**Q.** I ran fluorine, chlorine and bromine through two frames, an acyl halide and a ring with P and N. Why does the lowest singlet move in the first and hardly at all in the second?

PySCF 2.14.0 with density fitting, CAM-B3LYP/def2-SVPD, gas phase, GFN2-xTB geometries, for an acyl halide and a ring with P and N; * in each frame (SMILES) marks the atom varied. Excitations are vertical with core orbitals frozen in the response, from full TDDFT for singlets and Tamm-Dancoff for triplets. Electronegativities are Pauling's tabulated values.

| formula | frame | * | Z | electronegativity | mean bond of the marked atom (Å) | S1 (eV) | f(S1) | leading pair of S1 | T1 (eV) | S1 less T1 (eV) | HOMO-LUMO gap (eV) |
| --- | --- | --- | --- | --- | --- | --- | --- | --- | --- | --- | --- |
| C4H6F2O | *C(=O)C(C)(C)F | F | 9 | 3.980 | 1.368 | 6.03 | 0.003 | HOMO to LUMO | 5.44 | 0.59 | 11.08 |
| C4H6ClFO | *C(=O)C(C)(C)F | Cl | 17 | 3.160 | 1.748 | 4.99 | 0.001 | HOMO to LUMO | 4.47 | 0.52 | 9.78 |
| C4H6BrFO | *C(=O)C(C)(C)F | Br | 35 | 2.960 | 1.967 | 4.91 | 0.000 | HOMO to LUMO | 4.43 | 0.48 | 9.52 |
| C5H5FNP | *c1cnc(C)cp1 | F | 9 | 3.980 | 1.354 | 4.28 | 0.008 | HOMO-1 to LUMO | 3.29 | 0.99 | 7.65 |
| C5H5ClNP | *c1cnc(C)cp1 | Cl | 17 | 3.160 | 1.734 | 4.26 | 0.009 | HOMO-1 to LUMO | 3.22 | 1.04 | 7.40 |
| C5H5BrNP | *c1cnc(C)cp1 | Br | 35 | 2.960 | 1.915 | 4.25 | 0.009 | HOMO-1 to LUMO | 3.24 | 1.01 | 7.29 |

**A.** In these CAM-B3LYP results S1 and T1 are the vertical energies of the lowest singlet and triplet, f(S1) is the oscillator strength, and the gap is the LUMO energy less the HOMO energy. From F to Br the acyl S1 falls by 1.12 eV and the ring S1 by 0.03 eV. Every f(S1) is below 0.01, which suits n-π* states, where a lone-pair electron enters a π* orbital that it barely overlaps. Three explanations compete: electronegativity, the gap, and the orbital pair that S1 really uses.

**Q.** Electronegativity seems enough to me, since fluorine holds electrons tightest.

**A.** It gets the order right but not the sizes. A single slope for both frames leaves errors up to 0.36 eV, because the ring barely responds. In the acyl frame the fall of 1.04 eV from F to Cl, continued linearly in electronegativity, predicts a further 0.25 eV to Br, and the calculation gives 0.08 eV. Electronegativity, Z and bond length change together here, so even a good line would not single out one of them.

The orbital energies of the same calculation show what the picture lacks. From acyl fluoride to chloride the HOMO rises by 0.66 eV, as weaker withdrawal from the oxygen lone pair would have it. The LUMO, the C=O π*, falls by 0.65 eV, whereas weaker withdrawal alone would raise it. Standard chemistry puts this down to π donation: fluorine's 2p lone pair matches carbon in size and pushes π* up. The runs do not confirm that cause, since fluorine has the smallest LUMO share of the three halogens.

**Q.** Then take the orbital energies at face value: S1 follows the HOMO-LUMO gap.

**A.** That is the tempting error, and the ring exposes it. Its gap shrinks by 0.36 eV from F to Br, mostly because the HOMO rises as its halogen share grows from 0.13 to 0.37. But S1 starts from HOMO-1, whose largest share sits on nitrogen and which rises by only 0.03 eV. The halogen is a leading atom neither there nor in the LUMO, so the substituent moves an orbital that S1 leaves filled.

**Q.** What is the repaired model?

**A.** Take a state made of one pair, with a hole in orbital $i$ and an electron in orbital $a$. Its energy is the orbital difference, less the electron-hole attraction $J$ scaled by an effective share $c$ of exact exchange (in CAM-B3LYP the share grows with distance), plus twice the exchange integral $K$ for a singlet. Dropping the semilocal kernel terms,

$$S_1 \approx (\varepsilon_a-\varepsilon_i) - D,\qquad D \approx cJ - 2K,\qquad S-T \approx 2K .$$

The simplest version keeps $D$ constant, fitted as the mean over the three rows of each frame.

In the ring, replacing the gap by the true pair cuts the worst error in S1 from 0.19 to 0.04 eV. Assuming no change at all does better still, at 0.02 eV. The honest reading is that this S1 hardly notices which of the three halogens is attached, and its drift, little above the rounding, deserves no cause.

For acyl fluoride, one of the fitted rows, the pair is HOMO to LUMO, so $11.08 - 4.82 = 6.26$ eV against the computed 6.03 eV. The estimate is about 0.2 eV too high, the worst of its frame, and the bromide errs by nearly as much the other way. The right pair with a fixed $D$ therefore overstates the trend. The printed output below lists all fits row by row.

**Q.** Why should $D$ change when the leading pair keeps its label?

**A.** Probably in part because the HOMO changes character. Its oxygen share drops from 0.54 in the fluoride to 0.33 in the bromide, where bromine carries 0.53, while the LUMO stays on C=O. Theory says that a hole spread away from the electron attracts it less, which would lower $D$ and cost part of the gap's closing. The direction fits, but the sizes do not: $D$ falls by 0.27 eV from F to Cl and by 0.18 eV from Cl to Br, though the oxygen share drops mostly in the second step. The shift of the hole is a plausible part of the cause, not a complete or proven one.

The column S1 less T1 points the same way. It falls from 0.59 to 0.48 eV, and a crude measure of coincidence, the atom-by-atom product of HOMO and LUMO shares, falls by the same 19 % of its fluoride value, though the two do not keep step at the chloride. A smaller $K$ would by itself raise $D$, so the attraction must fall by more than $D$ does. The splitting is only a rough $2K$, since the singlets are full TDDFT and the triplets Tamm-Dancoff.

**Q.** How far do you trust the small step to bromine?

**A.** Less than the large one. The bromide's T1 mixes HOMO with HOMO-2, about three to one by weight; if S1 mixes likewise, which is a guess, the HOMO shares alone do not describe its hole. Such mixing cannot explain the fall in $D$, though: it lowers S1 below the energy of the pure pair and so makes $D$ larger. The acyl dipoles run irregularly, lowest for the chloride, and different rotamers are a possible but untested reason. Spin-orbit coupling is absent, and it matters most where hole density sits on bromine.

**Q.** The ring splitting is about 1 eV. Is its exchange integral that much larger?

**A.** That column does not measure one. The ring T1 is mainly HOMO to LUMO, a π-π* state, and the triplet that shares its pair with S1 is the second one. The difference compares two configurations and should not be set against the acyl values.

**Q.** How would I guess a neighbouring series?

**A.** Ask whether the halogen, or the atom that carries it, has a large share in the hole orbital or the electron orbital of the state. By that argument, untested here, the acyl trend should largely fade if the halogen were varied a carbon or two away from the C=O group. If a ring's lowest singlet left the halogen-bearing π HOMO, it might shift down with the heavier halogen, but perhaps by much less than the gap. The ring T1 here, which starts mainly from that HOMO, falls by 0.07 eV from F to Cl and rises by 0.02 eV from Cl to Br, while the gap shrinks by 0.36 eV over the series.

Output of the analysis:

```
order F Cl Br; energies in eV; rounding 0.005 per value, 0.01 per difference
largest f(S1) 0.009
acyl steps F-Cl, Cl-Br: S1 -1.04 -0.08 | T1 -0.97 -0.04 | gap -1.30 -0.26
acyl steps: HOMO +0.66 +0.26 | S1 hole orbital +0.66 +0.26 | LUMO -0.649 -0.001
acyl F to Br: S1 -1.12, gap -1.56, pair gap -1.57
ring steps F-Cl, Cl-Br: S1 -0.02 -0.01 | T1 -0.07 +0.02 | gap -0.25 -0.11
ring steps: HOMO +0.19 +0.10 | S1 hole orbital +0.02 +0.01 | LUMO -0.059 -0.014
ring F to Br: S1 -0.03, gap -0.36, pair gap -0.10
A, one slope for both frames: 0.59 eV per unit; residuals +0.36 -0.20 -0.16 -0.34 +0.12 +0.23
A, acyl alone (2 parameters, 3 points): slope 1.147; residuals +0.02 -0.08 +0.07
A, ring alone (2 parameters, 3 points): slope 0.028; residuals -0.00 +0.00 -0.00
acyl Cl-Br step expected from F-Cl, linear in electronegativity: -0.25; found -0.08
acyl Cl-Br step expected from F-Cl, linear in bond length: -0.60; found -0.08
acyl: B and C coincide (S1 starts from the HOMO)
acyl C, pair gap: constant -4.82; residuals -0.24 +0.03 +0.21; worst F
acyl no change: constant +5.31; residuals +0.72 -0.32 -0.40; worst F
ring B, gap: constant -3.18; residuals -0.19 +0.04 +0.14; worst F
ring C, pair gap: constant -3.58; residuals -0.04 +0.02 +0.03; worst F
ring no change: constant +4.26; residuals +0.02 -0.00 -0.01; worst F
acyl pair gap +11.08 +9.78 +9.52; D = pair gap - S1 +5.05 +4.79 +4.61; steps of D -0.27 -0.18
ring pair gap +7.90 +7.83 +7.81; D = pair gap - S1 +3.62 +3.57 +3.56; steps of D -0.06 -0.01
acyl share of gap step reaching S1: +79 +31 %
acyl HOMO share on O +0.54 +0.48 +0.33, on X +0.10 +0.23 +0.53; LUMO on C+O +0.72 +0.72 +0.74, on X +0.095 +0.132 +0.107
ring HOMO share on X +0.13 +0.27 +0.37; HOMO-1 share on N +0.45 +0.44 +0.44
acyl same-atom product HOMO x LUMO +0.233 +0.219 +0.189; on O only +0.176 +0.151 +0.108
acyl S1-T1 +0.59 +0.52 +0.48 = 2.48 x product; residuals +0.01 -0.02 +0.01
F to Br change: S1-T1 -19 %, product -19 %, D -9 %
ring S1-T1 +0.99 +1.04 +1.01 (different configurations); ratio ring/acyl +1.7 +2.0 +2.1
acyl Br pair gap with T1 weights 9.61; step from Cl -0.17; T1 step -0.04
two-level LUMO lift, order of magnitude only: Cl 1.4, Br 1.1, F above 1.2
acyl dipoles +3.50 +2.51 +3.23 D; steps -0.98 +0.72 D
```
